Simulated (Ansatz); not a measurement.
A ladder of methods for Si2 (disilicon)

The species is Si2 (2 atoms), meant as a triplet with charge 0. As SMILES, `[Si]=[Si]`. The shape is that of a GFN2-xTB optimisation.

```xyz
2

Si    0.0000    0.0000    0.0000
Si    0.0000    0.0000    2.1742
```

Each level gives the electronic atomisation energy (eV). The values are calculated. Electronic energies at fixed atoms, without zero-point motion or spin-orbit coupling.

| level | kind | program | value (eV) | CPU time (all runs) |
| --- | --- | --- | --- | --- |
| U-revPBE/6-31G | GGA | Ansatz | 2.78 | 5.1 s |
| U-r2SCAN/6-31G | meta-GGA | Ansatz | 2.78 | 26 s |
| U-r2SCAN0/6-31G | hybrid meta-GGA | Ansatz | 2.44 | 9.4 s |
| UBHLYP/6-31G | global hybrid | Ansatz | 2.05 | 5.1 s |
| U-wB97X/6-31G | range-separated hybrid | Ansatz | 2.25 | 24 s |
| UCAM-B3LYP/6-31G | range-separated hybrid | Ansatz | 2.18 | 5.8 s |
| UMP2/6-31G | perturbation theory | Ansatz | 1.49 | 1.2 s |
| UCCSD/6-31G | coupled cluster or CI | Ansatz | 2.01 | 1.6 s |

The values span 1.49 to 2.78 eV. Spin contamination of the reference (⟨S²⟩ at least 0.1 too high) touches UMP2/6-31G, UCCSD/6-31G. All rows use very small basis sets, so none should be taken for the real molecule's value. CPU times are rough (shared hosts, several kinds of processor): they show what a rung costs within a factor of a few.

All the levels bind Si2, but the strength of the bond depends strongly on the treatment of exchange and correlation. The two semilocal functionals agree at 2.78 eV, and every hybrid falls below them. The closest comparison, r2SCAN with r2SCAN0, drops from 2.78 to 2.44 eV, probably because exact exchange removes some of the left-right correlation that semilocal exchange mimics in the bond. The agreement between the semilocal functionals is therefore no sign of accuracy.

Even these largest values fall short of the well-established bond energy of Si2. A likely cause is the lack of d polarisation functions in 6-31G, which the molecule needs more than the free atoms do to describe density shifted into the bond.

In the familiar triplet ground state, two electrons with parallel spins occupy the degenerate bonding π orbitals. A second triplet, with one electron moved from the σ to the π shell, lies very close in energy and has a shorter bond. The table doesn't show which of the two each calculation reached.
